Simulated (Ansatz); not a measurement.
# Br2 (SMILES BrBr): the energy, rung by rung

Br2: 2 atoms, total charge 0, spin state singlet. As SMILES, `BrBr`. Geometry: optimised at PBE0/def2-SVP.

```xyz
2

Br    0.9803   -0.3278    0.5023
Br   -0.9803    0.3278   -0.5023
```

Each level gives the adiabatic ionisation energy (to the doublet cation, shapes relaxed at PBE0/def2-SVP, no zero-point term) (eV). The values are calculated.

```
               level                    kind  program  value (eV)  CPU time (all runs)
       HF/def2-TZVPP            Hartree–Fock   Ansatz       10.11                8.3 s
      PBE/def2-TZVPP                     GGA   Ansatz       10.27                3.9 s
   r2SCAN/def2-TZVPP                meta-GGA   Ansatz       10.45                9.8 s
    B3LYP/def2-TZVPP           global hybrid   Ansatz       10.51                6.5 s
CAM-B3LYP/def2-TZVPP  range-separated hybrid   Ansatz       10.62                6.5 s
   B2PLYP/def2-TZVPP           double hybrid   Ansatz       10.47                7.6 s
  RPA@PBE/def2-TZVPP                     RPA   Ansatz       10.46                6.9 s
      MP2/def2-TZVPP     perturbation theory   Ansatz       10.55                9.3 s
```

All-electron rows without a relativistic Hamiltonian named are non-relativistic. Spin-orbit coupling is left out. The values span 10.11 to 10.62 eV. In the correlated wave-function rows the outer d shell of Br is correlated, in sets not made for it. In so small a basis fixed costs decide the times, and correlated methods can beat functionals. Times are those of the runs behind each value, whatever else they computed, on shared processors of several kinds: orders of magnitude only.

Ionisation removes an electron from the filled π* antibonding level built from the bromine 4p lone pairs, so the cation has the higher formal bond order and a shorter bond. Hartree–Fock gives the lowest value, 10.11 eV, and MP2 raises it to 10.55 eV. The neutral molecule has one more electron pair to correlate than the cation, and leaving that energy out makes the electron too easy to remove. Every other level also lies above Hartree–Fock, but the order doesn't follow the share of exact exchange: PBE, with none, is already higher at 10.27 eV, and B2PLYP falls below B3LYP despite containing more.

Spin-orbit coupling splits the cation's ²Π state to first order but not the closed-shell neutral, so the true ionisation threshold lies below the spin-orbit-averaged energy these levels approximate. A match between any one row and the measured threshold would therefore partly reflect cancelling errors, and the table alone can't establish which level is most accurate.
